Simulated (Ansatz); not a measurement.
**F3GeH3Sn: structure from calculated spectroscopic constants**

These gas-phase data were calculated for one isomer of F3GeH3Sn at PBE-D3(BJ)/def2-SVP (harmonic, unscaled wavenumbers; equilibrium rotational constants with average atomic masses):

| Property | Result |
| --- | --- |
| rotational constants | 3.106, 0.8205, 0.8122 GHz |
| all wavenumbers above 1500 cm⁻¹ | 2056, 1873, 1847 |

Candidates:

(1) `[F][Sn]([F])([F])[GeH3]`, a singlet
(2) `[F][SnH2][GeH]([F])[F]`, a singlet
(3) `[F][Ge]([F])([F])[SnH3]`, a singlet

**Question.** Assign the data to one candidate and say why.

**Answer.** Candidate (2). The band at 1873 cm⁻¹ lies where the Sn–H stretch is expected; (1) has no mode between 1650 and 2000 cm⁻¹. 2 modes lie between 1650 and 2000 cm⁻¹, one for each Sn–H bond, while (3) has 3.

The same quantities for all candidates:

```
     rotational constants (GHz)  wavenumbers above 1500 cm⁻¹  E above the lowest, PBE-D3(BJ)/def2-SVP (kcal/mol)
(1)       2.723, 0.8954, 0.8954             2135, 2135, 2106                                                 8.9
(2)       3.106, 0.8205, 0.8122             2056, 1873, 1847                                                10.7
(3)       3.276, 0.7921, 0.7921             1905, 1905, 1879                                                 0.0
```

Harmonic stretches to hydrogen usually lie a few per cent above observed fundamentals. Each candidate is one conformer. Atoms past krypton carry core potentials. Programs: Ansatz 0.2.0.

The rotational constants support the assignment to (2) independently of the stretches. Candidates (1) and (3) each have two equal constants and a degenerate pair of hydrogen stretches, as expected for a threefold axis along Ge–Sn. Mixing F and H on both centres removes that axis, and the constants 0.8205 and 0.8122 GHz split accordingly. The Sn–H stretches lie below the Ge–H ones mainly because the bond is weaker and its force constant smaller; hydrogen dominates the reduced mass in both cases.

The energies follow a different logic. That (3) lies below (1) suggests that fluorine's preference for germanium outweighs the competing preference of hydrogen for the same atom. Simple bond additivity would place (2) between them, yet it lies above both, so gathering the fluorines on one centre is favourable, probably through geminal electrostatic and n(F)→σ*(M–F) stabilisation. The assigned isomer is thus the least stable of the three, which doesn't count against the spectroscopic match but leaves its kinetic persistence towards F/H exchange open.
